Q: I typed the measured cell of ruthenium into a density functional program, and it reported that the crystal is under pressure. My sample lies on the bench under no load. Has the program failed?

A: Probably not. The program has its own idea of how large the crystal should be, and you have told it to use yours. PBE, the density functional in question, is known to make this metal slightly too large. At the measured size the calculated crystal is therefore squeezed, and it pushes outward. Pressure is counted as positive in that case.

Q: Can I work out how hard it pushes without running anything?

A: Yes, because the energy of a crystal near its preferred volume is a parabola. Let V₀ be the volume that the calculation prefers, V the volume you impose, and B the bulk modulus, which measures the resistance to compression. Then

E ≈ E₀ + B (V − V₀)² / (2 V₀)

The pressure P is the downhill slope of this energy with volume:

P = −dE/dV ≈ B (V₀ − V) / V₀

A small change in every edge changes the volume three times as much in relative terms. If x is the fraction by which your edges are shorter than the preferred ones, the rule becomes

P ≈ 3 B x

Q: What do I put in for ruthenium?

A: Two rough values, recalled and not calculated here. The bulk modulus is about 310 GPa, and PBE makes the edges about 0.5% longer than measured. This gives

P ≈ 3 × 310 GPa × 0.005 = 4.65 GPa

or between 4 and 5 GPa. A mismatch that you could hardly see in a drawing of the cell becomes a pressure of tens of thousands of atmospheres, because the metal is so stiff.

Q: And what do real calculations give?

A: Here are seven runs, all with PBE and all with the same cell. The program Ansatz appears twice, once with PAW data sets and once with all electrons.

PBE calculations of hcp ruthenium in a fixed cell (a = 2.706 Å, c = 4.282 Å), without spin polarisation or spin–orbit coupling, with an 11×11×6 k mesh and Fermi–Dirac smearing of 0.05 eV. A plain energy under “basis” is the plane-wave cutoff. Pressure is positive in compression and, in the Ansatz row, excludes the Pulay correction.

```
         program                              potentials                      basis  pressure (GPa)  pressure less the median of the rows (GPa)
            GPAW    GPAW PAW data sets (gpaw data 1.2.1)                     600 eV           3.660                                      -0.860
          ABINIT                        JTH PAW PBE v2.0                     408 eV           4.240                                      -0.280
          Ansatz                              Ansatz PAW                     420 eV           4.510                                      -0.010
     Ansatz LAPW  all electron LAPW, scalar relativistic  0.001 eV/atom basis error           4.520                                       0.000
Quantum ESPRESSO                 SSSP 1.3 efficiency PBE                     816 eV           4.600                                       0.080
           JDFTx          PseudoDojo SR PBE 0.5 standard                    1143 eV           5.140                                       0.620
            CP2K             GTH PBE with UZH TZVP basis                    default           7.410                                       2.890
```

Take the row Ansatz LAPW first. It treats all electrons explicitly, where the other runs replace the inner ones by a potential or a prepared data set. It gives 4.52 GPa, close to the estimate. My two inputs are recalled values and not a fit to the rows, but I knew the table when I wrote them down, so this is no blind test. Its zero in the last column only means that it is the middle row of the seven, not that it is free of error.

Q: That is better than I would expect from two rough numbers.

A: It is better than the rule deserves. Each tenth of a percent in length is worth 0.93 GPa, and I don't know the 0.5% more closely than that. With 0.4% the rule gives 3.7 GPa, with 0.6% it gives 5.6 GPa. Five of the seven runs fall inside this range, GPAW lies just below it, and CP2K lies far above.

Q: Then the rule fails for CP2K.

A: As an estimate of the pressure, yes: it falls almost 3 GPa short of the 7.41 GPa in the table. But you can also run the rule backward, and then this row becomes instructive. Divide the pressure by 3B to find how much longer the edges would like to be:

x ≈ 7.41 GPa / (3 × 310 GPa) ≈ 0.008

So the CP2K run would prefer edges about 0.8% longer than the imposed ones, where the all-electron run asks for about 0.5%. The alarming gap in pressure comes down to 0.3% in length, or about 0.01 Å on the short edge of the cell.

Q: Why does CP2K want a larger crystal, if the functional is the same?

A: The electrons are in much the same state: at the centre of the Brillouin zone, the levels nearest the Fermi energy agree within 0.04 eV across all seven runs. What differs is the numerical description. CP2K alone builds its orbitals from Gaussian functions centred on the atoms, and it also has its own potential and its own grid for the density. These runs change all three together, so they can't say which one is responsible. To find out, repeat the CP2K run with a larger basis, then with a finer grid, then with another potential, and see which change moves the pressure.

Q: How far off is the rule over the whole table?

A: Its typical miss, as a root mean square over the seven rows, is 1.1 GPa. The rule gives the same answer for every program, so it should be judged against the best that any single number could do. That is the mean of the seven pressures, and the programs scatter about it by 1.1 GPa as well. Better inputs would therefore hardly help, since the error that remains is the disagreement among the programs. Without CP2K the typical miss falls to 0.5 GPa. The analysis printed below gives the misses row by row.

Q: So which part of the pressure is physics, and which part is settings?

A: That the pressure is positive in every row, and between 4 and 5 GPa in four of the seven, I would put down to PBE and its slightly too large crystal. This rests on what is known of the functional, since every row uses it. The differences between rows come from potentials, basis sets and grids. They need not be large: Ansatz, Ansatz LAPW and Quantum ESPRESSO treat the inner electrons in three different ways and agree within 0.1 GPa. The Ansatz row is given without a correction of 0.07 GPa for its finite basis (the Pulay correction); with it, the agreement still holds.

Q: Could I use the rule at any compression?

A: Only for small ones. A crystal stiffens as it is squeezed, so the straight line overstates the change in length that belongs to a given pressure. For CP2K, a formula with ordinary stiffening turns the 0.80% into 0.76%, which hardly matters, but the error grows with the strain. The rule also takes all edges to be off by the same fraction. That is a fair approximation here, where the stresses along the two axes differ by at most 0.2 GPa and the metal is known to be about equally compressible along both. The table holds a single cell, so it tests the size of the estimate and not how the pressure would change with volume.

Q: Is the calculated pressure something that a gauge could show?

A: No. It tells you how far the imposed cell is from the one that the program prefers, and not the load on a real piece of metal. It also leaves something out, because the atoms in these calculations stand still. In your sample they vibrate, and this pushes outward too, by roughly a couple of gigapascals at room temperature.

Q: What should I do the next time a program reports a few gigapascals?

A: Divide by three times the bulk modulus before you worry. In ruthenium, 1 GPa means about 0.1% in length; in a softer metal the same pressure means more. If you need a cell without stress, for vibrations or elastic constants say, let the program relax it, and accept that its edges will then differ from the measured ones by about that length. If you need the measured distances, keep the measured cell and accept the pressure. Either way, take every structure that you compare from the same program with the same potentials and basis.

The analysis program printed:

```
Rule: pressure for 0.5% missing length, GPa: 4.65
Rule: pressure for each 0.1% of length, GPa: 0.93
Rule with 0.4% instead, GPa: 3.72
Rule with 0.6% instead, GPa: 5.58
Rows between the 0.4% and 0.6% estimates, of seven: 5
Rule against table:
               row  pressure GPa  rule less table GPa  missing length % straight line  missing length % with stiffening
              GPAW          3.66                 0.99                          0.3935                            0.3831
            ABINIT          4.24                 0.41                          0.4559                             0.442
            Ansatz          4.51                 0.14                          0.4849                            0.4692
       Ansatz LAPW          4.52                 0.13                           0.486                            0.4702
  Quantum ESPRESSO           4.6                 0.05                          0.4946                            0.4783
             JDFTx          5.14                -0.49                          0.5527                            0.5324
              CP2K          7.41                -2.76                          0.7968                            0.7555
Rms miss of the rule, all rows, GPa: 1.137
Rms scatter about the mean of all rows, GPa: 1.116
Rms miss without CP2K, GPa: 0.4877
Largest miss without CP2K, GPa: 0.99
Spread of the six rows without CP2K, GPa: 1.48
The same spread as length, %: 0.1591
CP2K less Ansatz LAPW, GPa: 2.89
The same difference as length by the straight line, %: 0.3108
The same difference as length with stiffening, %: 0.2853
Largest difference of stress between the two axes, GPa: 0.195
Pulay correction in the Ansatz PAW run, GPa: 0.07387
Order of magnitude of the missing vibrational pressure, GPa: 1.83
```
